**Problem.** The table gives the energy needed to take a seventh electron from the 6+ ions of Rb to Xe, by Hartree-Fock (HF) without and with relativity, beside NIST values. IE is the energy of the 7+ ion less that of the 6+ ion, $Z$ is the nuclear charge, and the two configuration columns show which electron leaves.

Fifth-period 6+ ions, B-spline radial atomic code 1: configuration-averaged Hartree-Fock, non-relativistic (point nucleus) and Dirac-Coulomb (Fermi nucleus), with IE as the difference of two self-consistent energies. Breit, QED and non-relativistic recoil parts are first-order values, not included in the IE columns. NIST values run between ground levels.

```csv
species,Z,electrons,configuration,ion's configuration,"IE, non-rel. (eV)","IE, Dirac (eV)",IE(Dirac) − IE(non-rel.) (eV),Breit part of IE (eV),QED part of IE (eV),recoil part of IE (eV),NIST table (eV),kind of table value,stated uncertainty (eV)
Rb6+,37,31,[Ar] 3d10 4s2 4p1,[Ar] 3d10 4s2,96.9092,97.3019,0.3927,-0.0414,0.00436,0,98.67,semi-empirical,0.04
Sr6+,38,32,[Ar] 3d10 4s2 4p2,[Ar] 3d10 4s2 4p1,102.339,102.777,0.4382,-0.0451,0.00457,0,104,theory,2
Zr6+,40,34,[Ar] 3d10 4s2 4p4,[Ar] 3d10 4s2 4p3,113.423,113.967,0.5442,-0.0535,0.00498,0,112,theory,2
Nb6+,41,35,[Ar] 3d10 4s2 4p5,[Ar] 3d10 4s2 4p4,119.079,119.684,0.6051,-0.0581,0.00517,0,119.1,measured,0.4
Mo6+,42,36,[Ar] 3d10 4s2 4p6,[Ar] 3d10 4s2 4p5,124.811,125.483,0.6717,-0.0630,0.00538,0,125.638,semi-empirical,0.025
Tc6+,43,37,[Kr] 4d1,[Ar] 3d10 4s2 4p6,88.4523,87.6561,-0.7963,0.00678,0.00677,0,88,theory,2
Ru6+,44,38,[Kr] 4d2,[Kr] 4d1,92.5149,91.6762,-0.8387,0.00548,0.00709,0,93,theory,2
Rh6+,45,39,[Kr] 4d3,[Kr] 4d2,96.5569,95.6734,-0.8835,0.00408,0.00742,0,97,theory,2
Pd6+,46,40,[Kr] 4d4,[Kr] 4d3,100.583,99.6525,-0.9306,0.00258,0.00776,0,101,theory,2
Ag6+,47,41,[Kr] 4d5,[Kr] 4d4,104.598,103.618,-0.9799,0.000943,0.00812,0,106,theory,2
Cd6+,48,42,[Kr] 4d6,[Kr] 4d5,108.604,107.573,-1.031,-0.000816,0.00850,0,105,theory,2
In6+,49,43,[Kr] 4d7,[Kr] 4d6,112.605,111.520,-1.085,-0.00271,0.00888,0,109,theory,2
Sn6+,50,44,[Kr] 4d8,[Kr] 4d7,116.604,115.462,-1.142,-0.00475,0.00928,0,112.9,theory,2
Sb6+,51,45,[Kr] 4d9,[Kr] 4d8,120.602,119.402,-1.200,-0.00695,0.00970,0,117,theory,2
Te6+,52,46,[Kr] 4d10,[Kr] 4d9,124.601,123.340,-1.261,-0.00933,0.0101,0,124.2,measured,0.06
I6+,53,47,[Kr] 4d10 5s1,[Kr] 4d10,83.0739,85.9728,2.899,-0.0364,-0.0399,0,87.61,semi-empirical,0.06
Xe6+,54,48,[Kr] 4d10 5s2,[Kr] 4d10 5s1,86.6161,89.6908,3.075,-0.0388,-0.0417,0,91.6,semi-empirical,0.5
```

**(a)** Why does the Dirac IE rise in three runs separated by two drops?

**Solution.** The electron leaves 4p from Rb to Mo, 4d from Tc to Te, and 5s in I and Xe. Each step adds a proton and an electron, and the Dirac IEs of the 7+ ions from the same calculation separate the two exactly:

$$\mathrm{IE}_6(Z)-\mathrm{IE}_6(Z-1)=[\mathrm{IE}_7(Z)-\mathrm{IE}_6(Z-1)]-[\mathrm{IE}_7(Z)-\mathrm{IE}_6(Z)]$$

The subscript is the charge. The first bracket is the proton's gain at fixed configuration, the second the cost of the added electron. For Sb→Te this reads $26.35-22.41=3.94$ eV. An electron at the same distance as its fellows screens them incompletely, so IE climbs. Wherever the split is worked out, a 4p electron cancels 75–77 % of the gain and a 4d electron 82–85 %, which gives mean slopes of 5.6 and 4.0 eV per unit of $Z$. In the orbitals of Nb7+ and Sb7+ the repulsion $F^0$ within the subshell is nearly the same fraction of the attraction by one unit of nuclear charge for 4p as for 4d. Penetration of the subshell's own cloud thus explains little of the difference, which sits mainly in the proton's gain: it falls further short of the leaving orbital's $\langle 1/r\rangle$ for 4d than for 4p, and such a shortfall is mostly the readjustment of the other electrons.

At Tc the proton still brings 25.7 eV, as at Mo (25.0), but the electron's part is 63.5 eV instead of 19.2, because it now includes the gap from 4p up to 4d. In a many-electron ion 4d penetrates the core less than 4p and lies far higher despite the same $n$. At I the electron starts a new principal shell: the sum of $\langle r^2\rangle$ lost on ionisation, relaxation included, jumps from 1.61 to 3.48 bohr². At Tc it rises only from 1.94 to 2.36, so size alone says little about that drop. The drops follow the electron count, and at charge 7+ they come one element later. That 4d fills before 5s is usual at such charges, but the configurations are input here, not a result.

**(b)** Why does IE(Dirac) − IE(non-rel.) change sign twice, and do the Breit, QED and recoil parts matter?

**Solution.** Relativity changes the non-relativistic IE by +0.4 to +0.5 % for 4p, −0.9 to −1.0 % for 4d and +3.5 % for 5s. The standard explanation has two parts. Orbitals with amplitude near the nucleus, s and p$_{1/2}$, contract and are bound more tightly. The effect is greatest for s, and diluted for 4p because p$_{1/2}$ is only two of the six states averaged. A d electron avoids the nucleus and mainly feels the better screening by contracted s and p shells, so it is loosened. The relativistic shrinkage of the ion's summed $\langle r^2\rangle$ agrees: it grows along 4p, declines from 0.285 bohr² at Mo to 0.185 at Te as d electrons are added, and doubles at I.

The opposite signs deepen the Mo→Tc drop from 36.4 to 37.8 eV (NIST 37.6) and soften Te→I from 41.5 to 37.4 eV (NIST 36.6). Breit, QED and recoil together never exceed 0.081 eV. QED is largest, about −0.04 eV, for 5s, where self-energy raises the level directly; that term is good only to 10–30 %.

**(c)** NIST falls from Ag to Cd while the Dirac IE rises by 3.95 eV, and I and Xe come out low. Why?

**Solution.** The calculation averages over all states of a configuration, whereas NIST connects ground levels. The Hund term lies below the average through the extra exchange among parallel spins and, where the highest spin allows two terms (d², d³, d⁷, d⁸), also through the preference for the larger $L$; for d⁴ to d⁶ spin is the whole of it. With $\Delta(q)$ the Hund term less the average for $q$ electrons in the subshell, IE shifts by $\Delta(q-1)-\Delta(q)$. Up to half filling, ionisation sacrifices exchange and the shift is positive (zero for a lone electron). Beyond it the electron removed is a paired one and the shift is negative (zero for a full shell). In Racah parameters $\Delta(5)=-\tfrac{175}{9}B-\tfrac{70}{9}C$ and $\Delta(4)=\Delta(6)=-\tfrac{35}{3}B-\tfrac{14}{3}C$. With $B=F^2/49-5F^4/441$ and $C=35F^4/441$, the shift is $\pm\tfrac{10}{63}(F^2+F^4)$.

The Slater integrals $F^2, F^4$ of the same calculation are 11.20, 7.50 eV for Pd7+ and 13.20, 8.81 eV for Sb7+. Ag lies one fifth of the way, at 11.60 and 7.76 eV. The shift is $\tfrac{10}{63}\times19.36=3.07$ eV, moving 103.62 to 106.69 eV against NIST's 106. Cd moves by −3.18 eV to 104.39 against 105. Nothing is fitted, and the output below lists every row.

The mean absolute deviation from NIST over Ru–Sb falls from 2.05 to 0.51 eV, and the break reappears, though as −2.3 eV against −1.0. The same counting, with the Nb7+ integral, raises Sr and lowers Zr and Nb, so a p³ ion should stand above the averaged line as Ag does. The support is weak in size: NIST's Sr, Zr and Tc–Sb entries are theory, ±2 eV. The integrals belong to 7+ ions, serve for both ends, and are usually too large in HF. The estimate gives 5.6 eV for Sb→Te against 7.2, a NIST step joining a theory value to a measured one.

The term shift omits spin-orbit splitting. In first order, with $\zeta$ the 4d coupling constant, it lowers ⁵D₀ of d⁴ by $\tfrac32\zeta$ and ⁵D₄ of d⁶ by $\zeta$ and leaves ⁶S of d⁵ in place, so it lowers the IE of Ag, raises that of Cd and shrinks the break toward NIST's. Mo and Te leave a hole whose lowest level lies below the average by a third (p⁵) or two fifths (d⁹) of the splitting. Borrowing splittings from Nb7+ and Sb7+ takes Mo from 0.16 to about 1.0 eV below NIST and Te from 0.86 to about 1.4, so Mo's close agreement is a cancellation. For Rb the p$_{1/2}$ ground level raises IE and would narrow its 1.37 eV deficit. Nb is 0.74 eV low (±0.4) before spin-orbit coupling, which in 4p is comparable with the term shifts: mixing of ³P₂ with ¹D₂ lowers the p⁴ ion and widens the gap, so the 4p shifts are rough. That non-relativistic values lie closer for the measured Nb and Te is therefore no evidence against relativity.

I and Xe have no multiplets to average. Relativity cuts the deficit of I from 4.54 to 1.64 eV, and Xe stays 1.91 eV low. The established main cause is correlation, absent from HF: the species has one more electron to correlate than its ion, so HF IEs between like levels usually fall short (the shifted In, Sn and Sb values lie above NIST, but within its 2 eV). Here it is inferred as the remainder, not computed. The extra deficit of Xe could reflect its 5s pair, a guess, since 0.3 eV lies within the 0.5 eV uncertainty.

Output of the analysis:

```
ion shell | Dirac step per Z, proton part, electron part (eV), their ratio | IE7+/IE6+ | r2 lost, r2 nonrel-Dirac (bohr2)
Rb6+ 4p1  |       -      -       -     - | 1.342 | 2.516 0.195
Sr6+ 4p2  |   +5.48 +22.34  -16.86 0.755 | 1.164 | 2.391 0.214
Zr6+ 4p4  |   +5.59      -       -     - | 1.158 | 2.152 0.251
Nb6+ 4p5  |   +5.72 +24.33  -18.62 0.765 | 1.156 | 2.041 0.268
Mo6+ 4p6  |   +5.80 +25.00  -19.20 0.768 | 1.153 | 1.937 0.285
Tc6+ 4d1  |  -37.83 +25.67  -63.50 2.473 | 1.724 | 2.357 0.261
Ru6+ 4d2  |   +4.02 +22.11  -18.09 0.818 | 1.197 | 2.264 0.242
Rh6+ 4d3  |   +4.00 +22.63  -18.63 0.823 | 1.195 | 2.171 0.228
Pd6+ 4d4  |   +3.98 +23.16  -19.18 0.828 | 1.192 | 2.079 0.216
Ag6+ 4d5  |   +3.97      -       -     - |     - | 1.991 0.207
Cd6+ 4d6  |   +3.95 +24.22  -20.26 0.837 | 1.188 | 1.906 0.200
In6+ 4d7  |   +3.95 +24.75  -20.80 0.841 | 1.187 | 1.825 0.195
Sn6+ 4d8  |   +3.94 +25.28  -21.34 0.844 | 1.185 | 1.749 0.190
Sb6+ 4d9  |   +3.94 +25.82  -21.88 0.847 | 1.183 | 1.676 0.187
Te6+ 4d10 |   +3.94 +26.35  -22.41 0.851 | 1.182 | 1.608 0.185
I6+  5s1  |  -37.37 +26.88  -64.25 2.390 | 1.747 | 3.483 0.403
Xe6+ 5s2  |   +3.72 +18.29  -14.57 0.797 | 1.162 | 3.358 0.597
ion | rel % of IE | nonrel-NIST, Dirac-NIST, term shift, Dirac+shift, that-NIST (eV) | uncertainty, kind
Rb6+ | +0.41 | -1.76 -1.37 +0.00   97.30 -1.37 | 0.04 semi-empirical
Sr6+ | +0.43 | -1.66 -1.22 +1.33  104.10 +0.10 | 2 theory
Zr6+ | +0.48 | +1.42 +1.97 -2.65  111.31 -0.69 | 2 theory
Nb6+ | +0.51 | -0.02 +0.58 -1.33  118.36 -0.74 | 0.4 measured
Mo6+ | +0.54 | -0.83 -0.16 +0.00  125.48 -0.16 | 0.025 semi-empirical
Tc6+ | -0.90 | +0.45 -0.34 +0.00   87.66 -0.34 | 2 theory
Ru6+ | -0.91 | -0.49 -1.32 +1.29   92.96 -0.04 | 2 theory
Rh6+ | -0.92 | -0.44 -1.33 +1.43   97.10 +0.10 | 2 theory
Pd6+ | -0.93 | -0.42 -1.35 +1.58  101.23 +0.23 | 2 theory
Ag6+ | -0.94 | -1.40 -2.38 +3.07  106.69 +0.69 | 2 theory
Cd6+ | -0.95 | +3.60 +2.57 -3.18  104.39 -0.61 | 2 theory
In6+ | -0.96 | +3.61 +2.52 -1.75  109.77 +0.77 | 2 theory
Sn6+ | -0.98 | +3.70 +2.56 -1.69  113.77 +0.87 | 2 theory
Sb6+ | -1.00 | +3.60 +2.40 -1.64  117.77 +0.77 | 2 theory
Te6+ | -1.01 | +0.40 -0.86 +0.00  123.34 -0.86 | 0.06 measured
I6+  | +3.49 | -4.54 -1.64 +0.00   85.97 -1.64 | 0.06 semi-empirical
Xe6+ | +3.55 | -4.98 -1.91 +0.00   89.69 -1.91 | 0.5 semi-empirical
steps eV (nonrel, Dirac, Dirac+shift, NIST): Mo-Tc -36.36 -37.83 -37.83 -37.64; Te-I -41.53 -37.37 -37.37 -36.59
steps eV, same order: Pd-Ag +4.02 +3.97 +5.46 +5.00; Ag-Cd +4.01 +3.95 -2.30 -1.00; Cd-In +4.00 +3.95 +5.38 +4.00; Sb-Te +4.00 +3.94 +5.57 +7.20
mean eV per Z (nonrel, Dirac): 4p 5.58 5.64; 4d 4.02 3.96; 5s 3.54 3.72
rel part, last/first and end-point power of Z: 4p 1.71 4.2; 4d 1.58 2.4; 5s 1.06 3.2
Ru-Sb mean |error| eV: Dirac 2.05, with shift 0.51; worst with shift: Ru-Sb 0.87, all rows Xe6+ 1.91
j splitting eV: 4p Nb7+ 2.68, 4d Sb7+ 1.47; borrowed: Mo -0.89 gives -1.05, Te -0.59 gives -1.45 to NIST
largest |Breit| 0.063, |QED| 0.042, |sum| 0.081 eV; with them I -1.71, Xe -1.99 to NIST; IE rounding 0.001 or finer
```
